Q: The electrons in the filled bands of silicon carbide belong to waves that run through the whole crystal. Can I still ask where the electrons of one bond sit, and how much room they take?

A: You can, because the filled waves may be mixed with one another without changing the electron density or the total energy. Among all such mixtures one looks for the set in which the functions, taken together, are as compact as possible. These are called Wannier functions, and each of them holds one pair of electrons. In this crystal a pair is centred about a third of the way from carbon to silicon and reaches roughly 1 Å from its centre.

GPAW 26.7.0, SOGGA with PAW data sets and an 800 eV plane-wave cutoff, for hexagonal SiC (P6_3mc, 4 atoms) at the given geometry, with a 10x10x5 k mesh for the density. Wannier functions of the filled bands were localised with ASE from a random start on a separate 5x5x5 k mesh.

```
row  function a (fractional)  function b (fractional)  function c (fractional)  function spread (angstrom^2)
  1                    0.336                    0.664                    0.258                         1.336
  2                    0.665                    0.336                    0.758                         1.336
  3                    0.446                    0.556                    0.427                         1.188
  4                    0.555                    0.445                    0.927                         1.188
  5                    0.103                    0.551                    0.427                         1.218
  6                    0.897                    0.449                    0.927                         1.218
  7                    0.448                    0.897                    0.427                         1.218
  8                    0.551                    0.103                    0.927                         1.218
```

The columns function a, function b and function c give the centre of each function as fractions of the three cell edges. The function spread is the mean square distance of the electron from that centre, so its square root is a radius.

Q: Why are there eight of them?

A: The cell holds two silicon and two carbon atoms, and each atom brings four valence electrons. That makes sixteen electrons, or eight pairs. Each carbon has four silicon neighbours, so the cell also has eight bonds. The centres show that the two counts match one to one: every function lies on a bond, and none is left over as a lone pair.

Q: If the pair is shared, why isn't it in the middle of the bond?

A: In diamond or in silicon it would be, because the two ends of the bond are alike and symmetry puts the centre halfway. Here the ends differ. A bond function is built from one orbital of each atom, and the orbital with the lower energy takes the larger share. Carbon is the more electronegative partner, so its orbital lies lower and the pair leans towards it.

The centres lie between 0.63 and 0.65 Å from the nearest carbon nucleus. In a fully ionic crystal the pairs would belong to carbon alone. I would then expect each centre to lie closer to the carbon nucleus, though not on it, because four pairs around one atom still point apart. A third of the way along the bond lies between that limit and the midpoint, which fits a covalent bond that is clearly polar.

Q: Then I'd expect eight equal functions. The table has three different spreads.

A: Start with the directions of the bonds. In this hexagonal crystal each carbon has one bond along the c axis, the axial bond, and three that run sideways to the neighbouring silicon atoms, the basal bonds. Rows 1 and 2 are the axial bonds of the two carbons, and rows 3 to 8 are the six basal ones. Symmetry allows the axial bond to differ from the basal bonds, so a first step in spread between these two groups is permitted.

Q: The structure data for this crystal list four silicon neighbours for carbon, all at 1.868 Å. Where would a difference come from?

A: That distance can't hold for all four bonds in this cell. The cell edges are 3.076 Å in the plane and 5.048 Å along c, and four equal bonds in such a cell would each be 1.887 Å long. The listed shortest contact of 1.868 Å is smaller than that, so some other bond must be longer. Taking the shortest contact as the basal bond, we can find the axial one with Pythagoras.

Seen from above, a basal bond covers the in-plane edge divided by √3. The rest of its length is a rise along c:

rise = √(1.868² − 3.076²/3) = 0.579 Å

Silicon layers of the two kinds are half a cell apart along c. Carbon sits between them, so the rise and the axial bond together fill that half:

axial bond = 5.048/2 − 0.579 = 1.945 Å

The axial bond is therefore about 4% longer than the basal ones.

Q: That rests on your choice of which bond is the short one. Do the functions themselves agree?

A: They do, if silicon is placed at height zero, as is usual for this structure. The centre in row 1 then lies 0.258 × 5.048 = 1.302 Å above the silicon. Carbon is another 0.644 Å further up, which gives an axial bond of 1.946 Å. The two routes agree to the last digit that the table can support.

The atoms were also held in place and not allowed to relax. Forces of about 0.8 eV/Å act on them along c, which is large for a crystal at rest. The long axial bond is thus a feature of the geometry that was put in, and relaxed silicon carbide need not share it.

Q: And a longer bond makes a broader function?

A: That is the natural reading. The pair has to join two atoms, so when they move apart its charge is drawn out over a longer path. The spread is a mean square distance, which means that it grows with the square of any length that is scaled. If the whole function grew in proportion to its bond, we would have

S(axial) = S(basal) × (L(axial)/L(basal))²

where S is the spread and L the bond length.

The mean spread of the six basal functions is 1.208 Å². The ratio of the lengths is 1.945/1.868 = 1.041, and its square is 1.084. The formula then gives an excess of

1.208 × 0.084 = 0.10 Å²

for the axial functions. The calculation has 1.336 − 1.208 = 0.13 Å². The axial spreads played no part in the estimate, so this is a fair comparison.

Q: So the stretch explains about four fifths of the excess?

A: I wouldn't give it such a precise share. The formula lets the function grow in all directions, whereas pulling two atoms apart mainly draws it out along the bond. A purely lengthwise stretch would add less. The centres don't follow the formula either. Growth in proportion would carry the axial centre further from carbon than the basal ones, yet it sits at 0.644 Å, which is also the basal average. The estimate is therefore only a guide to size: a few per cent in bond length could change the spread by the right order of magnitude.

Some of the excess may have another origin. The spread is worked out on a mesh of wave vectors. It is coarser in the plane than the 10x10x5 mesh used for the density, with only five points in each of the three directions. Its steps are nearly twice as long in the plane as along c. Axial and basal functions are therefore not measured with quite the same ruler. I take the stretch to be the main cause, but that is an argument from its size and direction. Relaxing the atoms and repeating the calculation would test it.

Q: Now the basal bonds. Rows 3 and 4 are tighter than rows 5 to 8. Are there two kinds of basal bond?

A: No. Turn the crystal by a third of a full turn about the c axis through a carbon atom, and it looks exactly as before. Each basal bond of that carbon has moved onto the next one. Bonds that can be exchanged in this way have the same length, the same charge and the same energy, so a correct measure of spread must give them one value.

The table gives them two, which differ by 0.03 Å². That step can't be chemistry. It tells us that the procedure which built the functions has failed to respect the threefold symmetry of the crystal.

Q: Is there any other sign of that, or do you infer it from the spreads alone?

A: Look at where the axial function sits. Its bond lies on the threefold axis, which runs through one third and two thirds of the in-plane edges. The centre should lie exactly there, since any sideways shift would single out one of three equal directions. Row 1 has 0.336 and 0.664 instead, which puts it about 0.01 Å off the axis. The shift is tiny, but symmetry forbids it just as it forbids the splitting.

Q: How can a procedure lose a symmetry that the crystal has?

A: Through the way in which it measures spread. The functions are built from waves on a mesh of wave vectors, and the spread is found by comparing the waves at neighbouring mesh points. With infinitely small steps the result wouldn't depend on which neighbours were chosen. With finite steps a small error remains, and it depends on the direction of the step.

In a cell with a 120° angle, the steps and their weights can be chosen so that one in-plane direction is treated differently from the other two. Each carbon would then have one basal function that stands apart and two that agree. This is the pattern in the table. I think it is the likely cause here, and a denser mesh for the Wannier functions would test it, because the splitting should then shrink.

Q: The functions were started at random. Couldn't the splitting just be chance?

A: The pairs make that unlikely. Rows 1 and 2, rows 3 and 4, and so on, belong together: a half turn about c, combined with a shift by half a cell, carries one into the other. Within each pair the spreads agree to every digit printed. Random leftovers of an unfinished search would hardly respect this symmetry so well while breaking the other.

An error tied to the mesh does so quite naturally. A half turn about c only reverses a step in the plane, and a step forwards counts the same as a step backwards. A third of a turn, however, carries the step into a new direction, where the error may be different. So the half turn survives and the third of a turn is lost.

Q: Does this spoil the rest of the calculation?

A: It doesn't touch the density or the total energy, since the Wannier functions are only a different way of dividing up the same filled bands. It does matter for anything that is read from single functions. Their mean energies are an example: the axial ones lie about 0.4 eV above the basal ones, which looks like a sign of a weaker, stretched bond. But the basal functions, which should all be equal, differ among themselves by about 0.2 eV. An error half as large as the effect makes the energies poor evidence.

The spreads are on firmer ground, because there the false splitting is only about a quarter of the axial excess. This is a useful habit with any table of this kind. Find the rows that symmetry makes equal, and take their disagreement as a first measure of how far to trust the differences between the other rows. It isn't the whole error, though. A fault that treats the c axis differently from the plane could leave the basal functions equal and so stay hidden.

Q: Suppose I moved the carbon layers along c until all four bonds were equally long. What should I look for?

A: The axial bond would become shorter and the basal bonds slightly longer. If the stretch is the main cause, the axial spread should fall, the basal spreads should rise a little, and most of the gap between them should close. The centres should stay about a third of the way from carbon to silicon, because that depends on which atoms form the bond. If the mesh is what splits the basal functions, some splitting should remain, since moving the carbon layers does nothing to the steps between the wave vectors.
